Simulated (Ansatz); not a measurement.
# Ta₂N under pressure: fit and missing row

Ta₂N, P-31m, a = 5.264 Å, c = 4.913 Å. The structure is a Materials Project entry; whether it is the stable form wasn't checked. Ansatz: PBEsol, PAW, 420 eV, Γ-centred 12×12×8 mesh on 9 atoms, Gaussian smearing 0.10 eV; no spin polarisation. Cell and atoms are relaxed at each pressure, and no other structure is tried, so the rows at high pressure may lie past a change of phase.

| V (Å³/atom) | P (GPa) |
| --- | --- |
| ? | 25.02 |
| 12.628 | 11.98 |
| 12.930 | 3.99 |
| 13.054 | 1.01 |
| 13.099 | -0.05 |
| 13.141 | -1.01 |

Take V0 = 13.099 Å³/atom, count pressures from its P0 = -0.05 GPa, fit the third-order Birch–Murnaghan form to the other rows, and predict the missing volume.

With the Eulerian strain f = ½[(V0/V)^(2/3) − 1] and y = (P − P0)/[3f(1 + 2f)^(5/2)], the form is the line y = B0 + 1.5 B0 (B0′ − 4) f. Rows (f, y): 0.01236, 305.2; 0.00435, 302.9; 0.00115, 305.5; -0.00107, 300.7. Means f = 0.004197, y = 303.57; Σ(Δf)² = 0.0001037, ΣΔfΔy = 0.02244; the slope is their ratio. y = 302.7 + 216.4 f GPa, so B0 = 302.7 GPa and B0′ = 4 + 2 × (216.4)/(3 × 302.7) = 4.48. P = 25.02 GPa is met at f = 0.02412 (y = 307.92), so V = V0 (1 + 2f)^(−3/2) = 12.205 Å³/atom. The run gave 12.200 Å³/atom, so the fit is 0.005 Å³/atom too high, a small miss on the scale of the series. The form still works here, 100 % of the fitted range beyond its end. With a term in f² added B0′ becomes 5.16, so this figure hangs on the form.

The cell has an odd number of electrons and ran without spin polarisation, so a magnetic or disproportionated state may lie lower. Spin–orbit coupling is left out, which can shift energies with elements as heavy as these.

The fit describes a stiff solid with a bulk modulus of 302.7 GPa, above that of elemental tantalum. The likely reason is that nitrogen in the interstices adds directional Ta 5d–N 2p bonds to the already strong d–d bonding of the metal, while short-range repulsion between filled shells grows as the cell shrinks.

The modulus is much better determined than its pressure derivative. The values of y don't rise steadily with f, and their scatter is as large as the trend from which the slope is drawn. Near zero strain, y is a quotient of two small quantities, so rounding in volume and pressure is strongly amplified there. The good prediction at 25.02 GPa therefore supports mainly B0 and the smoothness of the compression curve, and is a weaker test of B0′. As the computed volume lies slightly below the predicted one, the fit probably overstates the average stiffening over this range. High resistance to uniform compression doesn't establish high hardness, which also depends on shear and plastic flow.
